\section*{Straight fin of uniform section: heat rate and efficiency}

\textbf{Statement.} A fin of length $L$, conducting section $A$, wetted perimeter $P$ and constant conductivity $k$ stands in a fluid at $T_\infty$ with uniform film coefficient $h$. Let $\theta=T-T_\infty$, let $\theta_b$ be its value at the base $x=0$, and count $Q$ positive from the base into the fin. Temperature is taken as uniform over each section, which requires the Biot number $hA/(kP)\ll1$. The end face has area $A_t$ and the same $h$. Define
\begin{equation}
m^2=\frac{hP}{kA},\qquad Y_\infty=\sqrt{hPkA}=kAm,\qquad \beta=\frac{hA_t}{Y_\infty}=\frac{mA_t}{P}.
\end{equation}
Then
\begin{equation}
Y\equiv\frac{Q}{\theta_b}=Y_\infty\,\frac{\tanh mL+\beta}{1+\beta\tanh mL},\qquad
\frac{\theta_L}{\theta_b}=\frac{1}{\cosh mL+\beta\sinh mL}.
\label{eq:main}
\end{equation}
For a solid fin $A_t=A$, so $\beta=h/(mk)$ and $\beta^2=hA/(kP)$. The efficiency is the ratio of $Q$ to the heat rate of the same surface held at $\theta_b$, $\eta=Y/[h(PL+A_t)]$. Three consequences hold. (i) For an adiabatic tip the end face is dropped from both $\beta$ and the surface, and $\eta=\tanh(mL)/(mL)$. (ii) For $\beta\ll1$ the tip loss is absorbed into an adiabatic fin of length $L_c=L+A_t/P$. (iii) Lengthening increases $|Q|$ if and only if $\beta<1$, which for a solid fin reads $hA/(kP)<1$.

\textbf{Smallest exact model.} Two nodes suffice, the base and the tip. They are joined by a series conductance $G_s$, each is tied to the fluid by a shunt $G_p$, and the tip carries the further shunt $Y_t=hA_t$:
\begin{equation}
G_s=\frac{Y_\infty}{\sinh mL},\qquad G_p=Y_\infty\tanh\frac{mL}{2}.
\label{eq:pi}
\end{equation}

\textbf{Proof.} The balance on a slice, $kA\theta''=hP\theta$, has two modes $e^{\pm mx}$, whose amplitudes are fixed by the two node temperatures:
\begin{equation}
\theta(x)=\frac{\theta_b\sinh m(L-x)+\theta_L\sinh mx}{\sinh mL}.
\end{equation}
With $(\cosh u-1)/\sinh u=\tanh(u/2)$, the axial flows $-kA\theta'$ at the two ends are
\begin{equation}
Q=G_s(\theta_b-\theta_L)+G_p\theta_b,\qquad
Q_L=G_s(\theta_b-\theta_L)-G_p\theta_L .
\end{equation}
These are the node equations of the network, which is therefore exact at both ends for any $mL$. The tip condition $Q_L=Y_t\theta_L$ gives
\begin{equation}
\frac{\theta_L}{\theta_b}=\frac{G_s}{G_s+G_p+Y_t},\qquad
Y=G_s+G_p-\frac{G_s^2}{G_s+G_p+Y_t}.
\label{eq:net}
\end{equation}
Since $G_s+G_p=Y_\infty\coth mL$, the first relation is the tip ratio in \eqref{eq:main}. Writing $c=\cosh mL$ and $s=\sinh mL$, the second becomes $Y/Y_\infty=[c(c+\beta s)-1]/[s(c+\beta s)]=(s+\beta c)/(c+\beta s)$, which is the heat rate in \eqref{eq:main}.

For (i), set $\beta=0$ and divide $Y_\infty\tanh mL$ by $hPL=Y_\infty mL$. For (ii), the addition theorem gives, when $\beta<1$,
\begin{equation}
Y=Y_\infty\tanh m(L+\ell),\qquad
\ell=\frac{\operatorname{artanh}\beta}{m}=\frac{A_t}{P}\Big(1+\frac{\beta^2}{3}+\dots\Big),
\end{equation}
so $L+\ell$ is the exact equivalent length and $L_c$ is its leading approximation. For (iii),
\begin{equation}
\frac{dY}{dL}=\frac{mY_\infty(1-\beta^2)}{(\cosh mL+\beta\sinh mL)^2}=hP-\frac{Y^2}{kA}.
\end{equation}
$Y$ moves monotonically from $hA_t$ at $L=0$ towards $Y_\infty$. For a solid fin $\beta\ge1$ violates the Biot condition, so the threshold is exact for the model but only indicative for a real body.

For small $mL$, $G_s=(kA/L)[1-(mL)^2/6+\dots]$ and $G_p=(hPL/2)[1-(mL)^2/12+\dots]$. The leading terms form the familiar lumped network.

\textbf{Thermometer well in nitrogen.} A stainless steel well projects into a heated nitrogen purge line of the kind that serves a deposition tool. The illustrative inputs are: outer diameter $D=6$ mm, bore 4 mm, $L=40$ mm, gas at $150\,^\circ$C, and pipe wall and well base at $100\,^\circ$C, so $\theta_b=-50$ K. Take $k=16$ W\,m$^{-1}$K$^{-1}$, typical of austenitic steel here, and $h=60$ W\,m$^{-2}$K$^{-1}$, typical of atmospheric cross-flow at a few m/s. The bore is adiabatic, the end cap is isothermal, and the sensor reads the tip temperature. The cap exposes $\pi D^2/4$, which exceeds the conducting annulus:
\begin{equation}
A=15.71\ \text{mm}^2,\qquad P=18.85\ \text{mm},\qquad A_t=28.27\ \text{mm}^2 .
\end{equation}
Hence $hA/(kP)=0.0031$, $m=67.08$ m$^{-1}$, $mL=2.683$, $\beta=0.1006$ and $Y_\infty=16.86$ mW/K. The network elements are $G_s=2.315$, $G_p=14.70$ and $Y_t=1.696$ mW/K; the lumped values are $kA/L=6.283$ and $hPL/2=22.62$ mW/K. Four figures are kept only to compare formulas at fixed inputs.

\begin{center}
\begin{tabular}{lccc}
\hline
 & $Y$ (mW/K) & $\theta_L/\theta_b$ & $\eta$\\
\hline
Two-node network \eqref{eq:net}, equal to \eqref{eq:main} & 16.73 & 0.1237 & 0.356\\
Adiabatic fin, $L_c=41.5$ mm, read at $x=L$ & 16.73 & 0.1237 & 0.356\\
Adiabatic tip, length $L$ & 16.70 & 0.1360 & 0.369\\
Lumped elements with $Y_t$ & 27.61 & 0.2053 & 0.588\\
\hline
\end{tabular}
\end{center}

The exact extension is $\ell=1.505$ mm against $A_t/P=D/4=1.500$ mm, and $L_c$ lowers $Y$ by only $5\times10^{-6}$ of its value. The lumped network is 65\% too high in $Y$, because $mL$ is not small. In the model $Q=-0.84$ W, a flow from the well into the pipe wall, and the tip reads 6.2 K below the gas. As $\beta<1$, lengthening raises $|Q|$, but by at most 0.8\%, while the tip deficit decays as $e^{-mL}$: at $L=80$ mm it is 0.42 K. A well needs small $\theta_L/\theta_b$, hence large $mL$ and low efficiency.

\textbf{Neglected terms.} Nitrogen is transparent to thermal radiation, so the well radiates to the wall. For a small grey body in a large enclosure, with a typical emissivity $\varepsilon=0.3$ and mean temperature 398 K, the linearised coefficient is $h_r=4\varepsilon\sigma\bar T^3=4.3$ W\,m$^{-2}$K$^{-1}$, where $\sigma$ is the Stefan--Boltzmann constant. Equation \eqref{eq:main} then holds with $h\to h+h_r$ and with $T_\infty$ lowered by $|\theta_b|\,h_r/(h+h_r)=3.3$ K. The model's total deficit at $L=40$ mm becomes 8.6 K, and the 3.3 K part survives any lengthening. The conduction deficit is also sensitive to $h$: without radiation it runs from 8.9 K to 4.5 K as $h$ goes from 45 to 75 W\,m$^{-2}$K$^{-1}$.